## Statement

Atomic units are used in the formulas (energy $E_h=27.2114$ eV, length $a_0=0.529177$ Å), and results are given in eV. The system is a two-electron atom or ion in its $^1S$ ground state, with a point nucleus and no relativistic terms. The reference Hamiltonian is $H_0=h_1+h_2$, $h=-\tfrac12\nabla^2+v_s(r)$, with a local central potential whose lowest orbital $\varphi(r)$ (real, nodeless, normalised, energy $\varepsilon$) is doubly occupied, $\Phi=\varphi(r_1)\varphi(r_2)$. The perturbation is $g=1/r_{12}$ minus any spherical one-electron terms. The function $w=-\varphi'/\varphi$ is taken as bounded and, for $r>0$, smooth. $E_l$ is the part of the second-order energy from virtual orbitals of angular momentum $l$, with a complete radial basis; $\lambda=l+\tfrac12$ and $X=L+1$.

**(a) Increments.** $E_l=-6\pi^2\lambda^{-4}\int_0^\infty\varphi^4r^5dr+O(\lambda^{-6})$. For the hydrogenic orbital of any charge $Z$,
$$E_l=-\frac{45}{256}\lambda^{-4}\Big[1-\frac54\lambda^{-2}+O(\lambda^{-4})\Big],\qquad \frac{45}{256}E_h=4.783\ \text{eV}.$$
The leading term is due to Schwartz (1962).

**(b) Tail.** $\sum_{l>L}E_l=-\frac{15}{256}X^{-3}\big[1-\frac54X^{-2}+O(X^{-4})\big]$, with $\frac{15}{256}E_h=1.594$ eV.

**(c) Rings.** The direct second-order ring term is $2E_l$ for $l\ge1$, and the direct RPA energy of block $l$ equals it up to a relative $O(\lambda^{-4})$. The RPA tail is $-\frac{15}{128}X^{-3}$, with $\frac{15}{128}E_h=3.189$ eV.

**(d) Extrapolation.** If $\mathcal E_X$ is the energy with all $l\le X-1$, then $\mathcal E_{XY}=(X^3\mathcal E_X-Y^3\mathcal E_Y)/(X^3-Y^3)$ removes the leading tail.

**(e) Basis size.** The law is linear in $1/N_{\rm basis}$ only to leading order and only for families with $N\propto X^3$. With a fixed number of radial functions per $l$ it reads $N^{-3/2}$.

## Proof of the increment law

**Partial waves.** Write the first-order function as $\Phi\chi$ and let $\langle\cdots\rangle$ be the average over $\Phi^2$. Since $(H_0-2\varepsilon)\Phi=0$, the product rule gives $(H_0-2\varepsilon)\Phi\chi=\Phi D\chi$ with
$$D=-\tfrac12(\nabla_1^2+\nabla_2^2)+w(r_1)\partial_{r_1}+w(r_2)\partial_{r_2},\qquad \langle\chi' D\chi\rangle=\tfrac12\langle\nabla_1\chi'\!\cdot\!\nabla_1\chi+\nabla_2\chi'\!\cdot\!\nabla_2\chi\rangle .$$
The second form, from one integration by parts, shows that $D$ is symmetric and non-negative. An $S$ state depends on $r_1,r_2$ and $x=\cos\theta_{12}$, so $\chi=\sum_l\chi_l(r_1,r_2)P_l(x)$. By the addition theorem $P_l(x)$ is the pair of orbitals $(l,l)$ coupled to zero. The angular part of $\nabla_i^2$ acts on it as $-l(l+1)/r_i^2$, so $D$ is diagonal in $l$. Constants and spherical one-electron terms lie in $l=0$. For $l\ge1$ the first-order equation is therefore $D\chi=-g$ in each block, and $E_l=\langle g\chi\rangle_l$, where $\langle fg\rangle_l=\langle f_lg_l\rangle/(2l+1)$ because $P_l^2$ averages to $1/(2l+1)$.

**Isolating the cusp.** From $\nabla_i^2r_{12}=2/r_{12}$ and $\partial_{r_1}r_{12}=(r_1-r_2x)/r_{12}$,
$$D\,\tfrac12r_{12}=-g+U,\qquad U=\frac{(w_1-w_2)(r_1-r_2)+(w_1r_2+w_2r_1)(1-x)}{2r_{12}} .$$
The term $\tfrac12r_{12}$, which is the electron-electron cusp of Kato (1957), cancels the Coulomb singularity. The numerator of $U$ vanishes quadratically at coalescence, so $U=O(r_{12})$ is two orders smoother than $g$. Put $\chi=\tfrac12r_{12}+\chi'$, so that $D\chi'=-U$. Using $g=U-D\tfrac12r_{12}$ and the symmetry of $D$, $\langle g\chi'\rangle_l=\langle U\chi'\rangle_l+\tfrac12\langle r_{12}U\rangle_l$, and exactly
$$E_l=J_l-C_l,\quad J_l=A_l+B_l,\quad A_l=\tfrac12\langle g\,r_{12}\rangle_l,\quad B_l=\tfrac12\langle r_{12}U\rangle_l,\quad C_l=\langle UD^{-1}U\rangle_l\ge0 .$$

**Bound on the remainder.** Dropping the radial gradients in the quadratic form gives $D\ge\tfrac12l(l+1)(r_1^{-2}+r_2^{-2})\ge l(l+1)/(r_1r_2)$. Inversion reverses an inequality between positive operators, so
$$0\le C_l\le K_l=\frac{\langle U^2r_1r_2\rangle_l}{l(l+1)},\qquad J_l-K_l\le E_l\le J_l .$$

**Legendre coefficients.** Let $R=\max(r_1,r_2)$ and $tR=\min(r_1,r_2)$. Then $g_l=t^l/R$. The recursion for $xP_l$ gives the $P_l$ coefficient of $xg$ as $\frac{l}{2l-1}g_{l-1}+\frac{l+1}{2l+3}g_{l+1}$. Inserting this in $r_{12}=R^2(1+t^2-2tx)\,g$ gives the coefficient of $r_{12}$,
$$\rho_l=R\,t^l\,a_l(t),\qquad a_l(t)=\frac{t^2}{2l+3}-\frac1{2l-1}.$$

**Leading term, any orbital.** The average is $\langle f\rangle=32\pi^2\int dR\,R^5\int_0^1dt\,t^2\varphi^2(R)\varphi^2(tR)f$, a factor 2 counting both orderings of the radii. In $A_l$ the factor $t^{2l}$ confines $t$ to $1-t\sim1/l$, where $\varphi(tR)\to\varphi(R)$. With $m=2l+1=2\lambda$,
$$\int_0^1t^{2l+2}a_l\,dt=-\frac{6}{(m-2)(m+2)(m+4)},\qquad A_l\to-\frac{96\pi^2}{m^4}\int\varphi^4R^5dR=-\frac{6\pi^2}{\lambda^4}\int\varphi^4R^5dR .$$
In that window $g_l\sim l^0$, while $\rho_l$ and $U_l$, both belonging to singularities of first order in $r_{12}$, are $O(l^{-2})$. The window width and the factor $1/m$ give $l^{-2}$ more, so $A_l\sim l^{-4}$, $B_l\sim l^{-6}$, $K_l\sim l^{-8}$. The integral $\int\varphi^4r^5dr$ is unchanged by $\varphi\to\zeta^{3/2}\varphi(\zeta r)$: it depends on the shape of the orbital and not on its size. For $\varphi^2=Z^3e^{-2Zr}/\pi$ it is $120/(4^6\pi^2)$, and $6\times120/4096=45/256$.

**Hydrogenic orbital, exact forms.** Here $w=Z$, every term is independent of $Z$, and $Z=1$ may be set. Then $U=(r_1+r_2)(1-x)g/2$ and
$$U_l=\tfrac12(1+t)\,t^{l-1}b_l(t),\qquad b_l(t)=t-\frac{l}{2l-1}-\frac{(l+1)t^2}{2l+3}.$$
The radial integrals $\int R^ne^{-2R(1+t)}dR=n!/[2(1+t)]^{n+1}$ with $n=5,6,7$ give
$$A_l=\frac{30}{m}\!\int_0^1\!\frac{t^{m+1}a_l\,dt}{(1+t)^6},\quad B_l=\frac{45}{m}\!\int_0^1\!\frac{t^{m}a_lb_l\,dt}{(1+t)^6},\quad K_l=\frac{315}{2ml(l+1)}\!\int_0^1\!\frac{t^{m}b_l^2\,dt}{(1+t)^6}.$$
Set $t=e^{-u}$. Then $(1+t)^6=64t^3\cosh^6(u/2)$, and
$$a_l=-t\,\frac{2m\sinh u+4\cosh u}{m^2-4},\qquad b_l=-t\,\frac{(m^2-2)\cosh u+m\sinh u-m^2+4}{m^2-4}.$$
All powers of $t$ combine to $e^{-mu}$. For $A_l$ use $\sinh u\,\mathrm{sech}^6\tfrac u2=u-\tfrac7{12}u^3+\dots$ and $\cosh u\,\mathrm{sech}^6\tfrac u2=1-\tfrac14u^2+\dots$:
$$A_l=\frac{15}{32\,m(m^2-4)}\Big(-\frac6m+\frac9{m^3}+\dots\Big)=-\frac{45}{16m^4}\Big(1+\frac{5}{2m^2}+\dots\Big).$$
For $B_l$ and $K_l$ put $u=v/m$; the numerators tend to $2v+4$ and $2+v+v^2/2$. Since $\int_0^\infty e^{-v}(2v+4)(2+v+v^2/2)dv=30$ and $\int_0^\infty e^{-v}(2+v+v^2/2)^2dv=26$,
$$B_l\to\frac{675}{32m^6}=\frac{45}{16m^4}\cdot\frac{15}{2m^2},\qquad K_l\to\frac{4095}{16m^8}=\frac{45}{16m^4}\cdot\frac{91}{m^4}.$$
The sum is $E_l=-\frac{45}{16}m^{-4}[1-5m^{-2}+O(m^{-4})]$, which is (a). No odd power appears, and this is why $\lambda$ rather than $l$ is the natural variable.

## Tail and extrapolation

The points $\lambda=X+\tfrac12,X+\tfrac32,\dots$ are midpoints of unit intervals starting at $X=L+1$. The midpoint form of the Euler-Maclaurin formula, $\sum f=\int_X^\infty f\,d\lambda+\tfrac1{24}f'(X)+\dots$, gives $\sum\lambda^{-4}=\tfrac13X^{-3}-\tfrac16X^{-5}+\dots$ and $\sum\lambda^{-6}=\tfrac15X^{-5}+\dots$. The $X^{-5}$ terms add to $-\tfrac16-\tfrac14=-\tfrac5{12}$, which is $-\tfrac54$ times $\tfrac13$. This proves (b).

The blocks are independent, so $\mathcal E_X=\mathcal E_\infty+\sum_{p\ge3}c_pX^{-p}$ with $c_3=15/256$, $c_4=0$, $c_5=-75/1024$. Multiplying by $X^3$ and subtracting the same relation at $Y$ removes $c_3$:
$$\mathcal E_{XY}-\mathcal E_\infty=\sum_{p>3}c_p\,\frac{X^{3-p}-Y^{3-p}}{X^3-Y^3}.$$
For $Y=X-1$ the leading residual is $-\tfrac23c_5X^{-5}$, against $X^{-3}$ for the raw truncation error. An equivalent form is $\mathcal E_{XY}=\mathcal E_X+\frac{Y^3}{X^3-Y^3}(\mathcal E_X-\mathcal E_Y)$: the tail is estimated as a multiple of the last increment. The coefficient $c_3$ drops out, so the formula serves any quantity with an inverse-cubic tail. The origin of the index matters. A sequence that follows $c_3(X+s)^{-3}$ has $c_4=-3sc_3$, and the residual then falls only as $-\tfrac13c_4X^{-4}=sc_3X^{-4}$.

## Direct ring term, RPA and GW

With real spatial orbitals and $(pq|rs)$ the Coulomb integral between densities $pq$ and $rs$, the closed-shell doubles energy is $-\sum(ia|jb)[2(ia|jb)-(ib|ja)]/(\Delta_{ia}+\Delta_{jb})$. The first term is the ring diagram (two fermion loops, spin factor 4), the second its exchange partner (one loop, factor $-2$). With one occupied orbital the two integrals coincide. The total is $-\sum_{ab}(\varphi a|\varphi b)^2/(\Delta_a+\Delta_b)$ with $\Delta_a=\varepsilon_a-\varepsilon$, which is the sum-over-states form of $E_l$ when $a,b$ run over block $l$, and the ring alone is twice this.

The direct RPA energy is $\frac1{2\pi}\int_0^\infty d\omega\,\mathrm{Tr}[\ln(1+M)-M]$, with
$$M(\omega)=v^{1/2}\sum_a|\varphi a)\frac{4\Delta_a}{\Delta_a^2+\omega^2}(\varphi a|\,v^{1/2}\ \ge0,$$
where $v$ is the Coulomb operator and $|\varphi a)$ the product density. Because $\varphi$ is spherical, $\varphi a$ has the angular momentum of $a$, and $M$ is block diagonal in $l$: the RPA energy is an exact sum of blocks. The term $-\tfrac12\mathrm{Tr}M^2$, with $\int_0^\infty d\omega\,[(\Delta_a^2+\omega^2)(\Delta_b^2+\omega^2)]^{-1}=\pi/[2\Delta_a\Delta_b(\Delta_a+\Delta_b)]$, gives $-2\sum(\varphi a|\varphi b)^2/(\Delta_a+\Delta_b)=2E_l$. For each eigenvalue $\mu\ge0$, $-\tfrac12\mu^2\le\ln(1+\mu)-\mu\le-\tfrac12\mu^2+\tfrac13\mu^3$, and $M(\omega)\le M(0)$. Hence
$$2E_l\le E_l^{\rm RPA}\le2E_l\,(1-\tfrac23\mu_l),$$
with $\mu_l$ the largest eigenvalue of $M(0)=4v^{1/2}\varphi(h-\varepsilon)^{-1}\varphi v^{1/2}$ in the block. The one-electron version of the quadratic form above gives $h-\varepsilon\ge l(l+1)/2r^2$, and $v=4\pi(-\nabla^2)^{-1}\le4\pi r^2/l(l+1)$. Applying the first bound, using that $S^\dagger S$ and $SS^\dagger$ have the same norm, and applying the second,
$$\mu_l\le\frac{32\pi\max_r(r^4\varphi^2)}{[l(l+1)]^2}=\frac{512\,e^{-4}}{Z[l(l+1)]^2}=\frac{9.38}{Z[l(l+1)]^2},$$
the last forms being hydrogenic, with the maximum at $r=2/Z$. Screening therefore leaves the tail coefficient unchanged, which proves (c).

To second order in $v$, the $l\ge1$ part of the diagonal $GW$ correlation self-energy of the $1s$ level is $2\sum_{ab}(\varphi a|\varphi b)^2/(\omega+\varepsilon-\varepsilon_a-\varepsilon_b)$; the two-hole term contains $(\varphi\varphi|\varphi a)$ and lies in $l=0$. At $\omega=\varepsilon$ this is again $2E_l$, and a finite shift of $\omega$ alters it by a relative $O(\lambda^{-2})$, since the denominators grow as $\lambda^2$.

## Relation to the number of basis functions

A local argument shows when $1/N$ is the right variable. At large momentum transfer $q$ the two virtual orbitals are locally plane waves $\pm\mathbf q$, the denominator is $q^2$, and the missing second-order energy is $-\int d^3r\,\varphi^4\int\frac{d^3q}{(2\pi)^3}(4\pi/q^2)^2q^{-2}$ over the unresolved region of $\mathbf q$. An angular cutoff leaves out $q_\perp>\kappa=X/r$ for any radial component. The inner integral is then $\pi/(2\kappa^3)$, and the tail is $-2\pi^2X^{-3}\int\varphi^4r^5dr$, as follows from (a) and (b). An isotropic cutoff $q>\kappa$ gives $8/(3\kappa^3)$ instead. If a basis family resolves a local wave number $\kappa(r)$ proportional to $X$ at every radius, then the tail scales as $X^{-3}$ and the phase-space count $N=\int d^3r\,\kappa^3/6\pi^2$ as $X^3$, so the tail is linear in $1/N$. The scaling of $\kappa(r)$ is a premise about the family, not a theorem, and the coefficient is not $15/256$: for an isotropic cutoff at $X/r$ it is larger by $16/3\pi=1.70$.

A family that adds one full shell per step, with $X-l$ radial functions for each $l\le X-1$, has
$$N_X=\sum_{n=1}^Xn^2=\tfrac13\big[(X+\tfrac12)^3-\tfrac14(X+\tfrac12)\big].$$
Linearity in $1/N$ is thus the inverse-cubic law with shift $s=\tfrac12$. The two prescriptions agree as $X\to\infty$ and differ at relative order $1/X$. With $n_r$ radial functions for every $l$, $N=n_rX^2$ and the tail goes as $N^{-3/2}$. The two-point formula with $X$ as the cardinal number of correlation-consistent sets is due to Helgaker and co-workers; for such sets the best shift is not fixed by the present derivation.

## Range of validity

**State.** The result needs $\Phi\ne0$ at coalescence. Triplet pairs vanish there and converge faster; Kutzelnigg and Morgan (1992) treat the general case. In a many-electron atom $X^{-3}$ sets in only for $l$ well above the occupied angular momenta, and the ring blocks are labelled by the angular momentum of the pair density, not of the virtual orbital.

**Reference.** The coefficient $45/256$ belongs to a single exponential of any exponent, and $5/4$ to the hydrogenic $H_0$. A Kohn-Sham potential is covered by the general form of (a). A Hartree-Fock reference adds a bounded non-local term on the virtual space, a relative $O(\lambda^{-2})$ of the denominators, which changes the second coefficient and leaves the first functional intact. Only correlation parts are extrapolated; the reference energy of this spherical problem has no $l\ge1$ part.

**Radial completeness.** Each block must be saturated, or the family must scale as described, near the maximum of $r^5\varphi^4$, $r^*=5a_0/4Z$.

**Higher orders of the exact problem.** These do not behave like rings. The exact $\Psi$ has the cusp $\tfrac12r_{12}\Psi(r,r)$, with $\Psi(r,r)$ its value at coalescence. A truncated expansion misses the $l>L$ part $\delta$ of this term, and the energy rises by $\langle\delta|H-E|\delta\rangle$, in which the kinetic energy dominates. This replaces $\varphi^4$ by $|\Psi(r,r)|^2$ in the coefficient, as proved by Hill (1985). The function $\delta$ is confined to $r_{12}\sim r/X$, where $g\sim X/r$ stands against a kinetic energy $\sim X^2/r^2$, so a $c_4$ term of relative order $r^*/(Xa_0)$ appears.

## Illustration: Li$^+$

The model is $Z=3$ with the hydrogenic reference and complete radial sets. Here $r^*=0.220$ Å, the radius that a basis for this ion must resolve; sets built for the valence electron of neutral Li need added tight functions. The increments follow from $I_n=\int_0^1t^n(1+t)^{-6}dt$, with $nI_{n-1}+(n-5)I_n=1/32$ and $I_5=\ln2-661/960$. In meV:

| $l$ | leading term | two terms | $J_l$ | $K_l$ |
|---|---|---|---|---|
| 2 | $-122.5$ | $-97.96$ | $-93.17$ | 19.11 |
| 3 | $-31.88$ | $-28.62$ | $-28.39$ | 1.219 |
| 4 | $-11.66$ | $-10.94$ | $-10.92$ | 0.161 |
| 5 | $-5.227$ | $-5.011$ | $-5.006$ | 0.0323 |

The true $E_l$ lies between $J_l-K_l$ and $J_l$. At $l=1$ the bound is useless ($J_1=+346.05$ meV), because $\tfrac12r_{12}$ is a poor function at long range.

The sum of the $J_l$ is known in closed form. Extending the definitions to $l=0$, $\sum_{l\ge0}J_l=\tfrac12+\tfrac14\langle(r_1+r_2)(1-x)\rangle=\tfrac12+\tfrac34=\tfrac54$, and $J_0=\tfrac{113}{24}-5\ln2$, so $\sum_{l\ge1}J_l=5\ln2-\tfrac{83}{24}=201.43$ meV. Subtraction gives the exact tails $T_L=\sum_{l>L}J_l$, in meV:

| $L$ | $X$ | $T_L$ | $-\frac{15}{256}X^{-3}$ | two terms |
|---|---|---|---|---|
| 2 | 3 | $-51.45$ | $-59.05$ | $-50.85$ |
| 3 | 4 | $-23.06$ | $-24.91$ | $-22.97$ |
| 4 | 5 | $-12.14$ | $-12.76$ | $-12.12$ |
| 5 | 6 | $-7.131$ | $-7.382$ | $-7.125$ |

**Extrapolation.** For $(X,Y)=(6,5)$ the weight of the last increment is $125/91=1.374$. The estimated tail is $-6.877$ meV, or 96.4 per cent of $T_5$, and the residual is $+0.254$ meV; the $c_5$ term alone predicts $+0.268$ meV. The pair $(5,4)$ leaves $+0.682$ meV. Passing from $J_l$ to $E_l$ changes the $(6,5)$ residual by $-\tfrac{125}{91}C_5+\sum_{l\ge6}C_l$. The first term is at most 0.044 meV in size, and the asymptotic form of $K_l$ summed from $l=6$ gives 0.013 meV for the bound on the second. The residual of the true second-order series thus lies between 0.21 and 0.27 meV.

**Choice of index.** Labelling the same two energies by $L$ instead of $L+1$ gives the weight $64/61=1.049$ and a residual of $+1.88$ meV. The $1/N$ weight of the shell-by-shell family, $N_5/(N_6-N_5)=55/36=1.528$, applied to this radially complete sequence overshoots, with a residual of $-0.52$ meV.

**RPA.** The ring tail beyond $l=5$ is $2T_5=-14.26$ meV, to which the $C_l$ add at most $-0.03$ meV, and the extrapolation residual lies between 0.42 and 0.53 meV. Higher rings reduce the size of the $l=5$ block by at most 0.23 per cent and of later blocks by at most 0.12 per cent, which moves the residual by at most 0.03 meV.

**Orbital shape.** A self-consistent $1s$ orbital is not a single exponential. As an approximate input take a typical two-exponent form, $0.89\,\chi_{2.45}+0.12\,\chi_{4.4}$ with $\chi_\zeta=(\zeta^3/\pi)^{1/2}e^{-\zeta r}$, renormalised. It gives $6\pi^2\int\varphi^4r^5dr=0.171$, a factor 0.97 of the hydrogenic value.

**Correlated wave function.** Take $\Psi\propto e^{-\zeta(r_1+r_2)}(1+\gamma\zeta r_{12})$. For $\zeta=1$ the averages over the exponential part are $\langle r_{12}^k\rangle=\tfrac58,\tfrac{35}{16},6$ for $k=-1,1,2$ and $\langle(r_1^{-1}+r_2^{-1})r_{12}^k\rangle=2,\tfrac{15}4,9$ for $k=0,1,2$; the quadratic form of $D$ contributes $\gamma^2$. Then $E=(\zeta^2\mathcal K-\zeta\mathcal V)/n$ with
$$n=1+\tfrac{35}8\gamma+6\gamma^2,\quad\mathcal K=1+\tfrac{25}8\gamma+4\gamma^2,\quad\mathcal V=Z(2+\tfrac{15}2\gamma+9\gamma^2)-\tfrac58-2\gamma-\tfrac{35}{16}\gamma^2 .$$
Minimising over $\zeta$ gives $\zeta=\mathcal V/2\mathcal K$ and $E=-\mathcal V^2/4\mathcal Kn$, and for $Z=3$ the minimum is at $\gamma=0.117$, $\zeta=2.86$, $n=1.60$. At coalescence $|\Psi|^2$ is the uncorrelated value divided by $n$, a factor 0.63, so the increment coefficient drops from 4.783 eV to about 3.0 eV and the leading tail at $X=6$ to about $-4.6$ meV. The optimised slope $\gamma\zeta=0.34\,a_0^{-1}$ falls short of the cusp value $\tfrac12a_0^{-1}$, so this is a rough estimate. The $c_4$ term is of relative order $r^*/(6a_0)=0.07$; with $|c_4|\sim c_3r^*/a_0$ and the second-order $c_3$ it contributes about 0.2 meV to the $(6,5)$ residual, as much as the $c_5$ term.

The model's direct-RPA tail beyond $l=5$ is therefore about $-14$ meV, reduced to about half a meV by the two-point formula. The second-order coefficient is not that of the fully correlated ion: by the estimate above it is too large by a factor near 1.6, and the RPA coefficient exceeds the correlated one by a factor near $2n=3.2$.